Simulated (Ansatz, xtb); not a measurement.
# Two isomers of ClFGeH3NO

We compare X, `[NH2][Ge@]([OH])([F])[Cl]`, a singlet, with Y, `[NH3+][Ge@-](=[O])([F])[Cl]`, a singlet. Both are isolated molecules in the gas phase, relaxed with B3LYP/6-31G*; the shapes shown needn't be the lowest conformers.

X (Å):

```xyz
8

Cl   -0.8281   -1.5071   -2.0598
F    -3.0066   -0.9801    0.1488
Ge   -2.0594   -0.0848   -0.9984
N    -1.1988    1.1888   -0.0105
O    -3.0980    0.6362   -2.2358
H    -0.9218    0.8297    0.9007
H    -0.3793    1.5652   -0.4815
H    -3.5520    1.4065   -1.8527
```

Y (Å):

```yaml
atoms:
  - { symbol: Cl, position_ang: [-0.9791, -1.0806, -2.5880] }
  - { symbol: F, position_ang: [-1.4319, -1.1005, 0.4713] }
  - { symbol: Ge, position_ang: [-2.3292, -0.5821, -0.9390] }
  - { symbol: N, position_ang: [-1.6392, 1.3937, -0.6730] }
  - { symbol: O, position_ang: [-3.9747, -0.5164, -1.0162] }
  - { symbol: H, position_ang: [-2.4613, 1.9945, -0.5914] }
  - { symbol: H, position_ang: [-1.0975, 1.4343, 0.1917] }
  - { symbol: H, position_ang: [-1.0602, 1.7068, -1.4531] }
```

**Question.** Which of the two would you expect CCSD(T)/def2-SVP + ΔMP2/def2-TZVPP electronic energies to favour?

**Answer.** Structure X; the calculation gives E(Y) − E(X) = +28.1 kcal/mol.

How the difference moves with the method:

```json
{"level": "GFN2-xTB", "geometry": "GFN2-xTB", "E(Y) − E(X) (kcal/mol)": "+15.7", "departure from the last row (kcal/mol)": "−12.4", "job, with rough time for the two": "optimisation, 0.58 s"}
{"level": "HF/STO-3G", "geometry": "GFN2-xTB", "E(Y) − E(X) (kcal/mol)": "+65.9", "departure from the last row (kcal/mol)": "+37.8", "job, with rough time for the two": "single point, 2.3 s"}
{"level": "r2SCAN-D4/def2-SVP", "geometry": "GFN2-xTB", "E(Y) − E(X) (kcal/mol)": "+27.4", "departure from the last row (kcal/mol)": "−0.7", "job, with rough time for the two": "single point, 14 s"}
{"level": "B3LYP/6-31G*", "geometry": "B3LYP/6-31G*", "E(Y) − E(X) (kcal/mol)": "+20.1", "departure from the last row (kcal/mol)": "−7.9", "job, with rough time for the two": "optimisation, 8.5 min"}
{"level": "HF/def2-SVP", "geometry": "B3LYP/6-31G*", "E(Y) − E(X) (kcal/mol)": "+35.5", "departure from the last row (kcal/mol)": "+7.4", "job, with rough time for the two": "part of the CCSD(T) run"}
{"level": "MP2/def2-SVP", "geometry": "B3LYP/6-31G*", "E(Y) − E(X) (kcal/mol)": "+24.4", "departure from the last row (kcal/mol)": "−3.7", "job, with rough time for the two": "part of the CCSD(T) run"}
{"level": "CCSD(T)/def2-SVP", "geometry": "B3LYP/6-31G*", "E(Y) − E(X) (kcal/mol)": "+25.7", "departure from the last row (kcal/mol)": "−2.4", "job, with rough time for the two": "single point"}
{"level": "CCSD(T)/def2-SVP + ΔMP2/def2-TZVPP", "geometry": "B3LYP/6-31G*", "E(Y) − E(X) (kcal/mol)": "+28.1", "departure from the last row (kcal/mol)": "", "job, with rough time for the two": "single point, 2.8 min"}
```

As drawn, Y has 1 Ge=O, 1 N–H in place of 1 Ge–O, 1 O–H.

The levels shown agree on the order. The largest departure from CCSD(T)/def2-SVP + ΔMP2/def2-TZVPP is that of HF/STO-3G, 37.8 kcal/mol. The last row adds to CCSD(T) the change of the MP2 difference between the two basis sets, here +2.4 kcal/mol.

With harmonic frequencies from B3LYP/6-31G* (ideal gas, rigid rotor, one conformer each, 298.15 K, 1 atm): the zero-point term adds +1.4 kcal/mol; ΔH is +29.5 and ΔG +29.2 kcal/mol.

The correlated steps freeze 17 core orbitals; the filled d shell of Ge is correlated, in a basis made for valence electrons. Run with Ansatz 0.2.0, xtb 6.7.1; the last row on 1 thread of AMD EPYC (Zen 3) on a shared host.

X is favoured by 28.1 kcal/mol, and the thermal terms barely change this, as expected for two isomers that are each a single molecule. Y is in effect an ammonia adduct of F(Cl)Ge=O: its Ge–N contact is clearly longer than the amide bond in X, while its Ge–O bond is shorter. Moving a proton from nitrogen to oxygen turns this donor–acceptor pair into ordinary polar Ge–N and Ge–O σ bonds and exchanges an N–H bond for a stronger O–H bond. Germanium gains little from π bonding to oxygen, so the short, strongly polarised Ge=O unit doesn't make up for the loss.

Correlation lowers the gap from +35.5 at HF to +25.7 kcal/mol at CCSD(T) in the same basis, probably because Hartree–Fock underbinds the compact, electron-rich Ge–O unit of Y. The energies establish a thermodynamic preference, not how fast Y would rearrange; the proton-transfer barrier remains open.
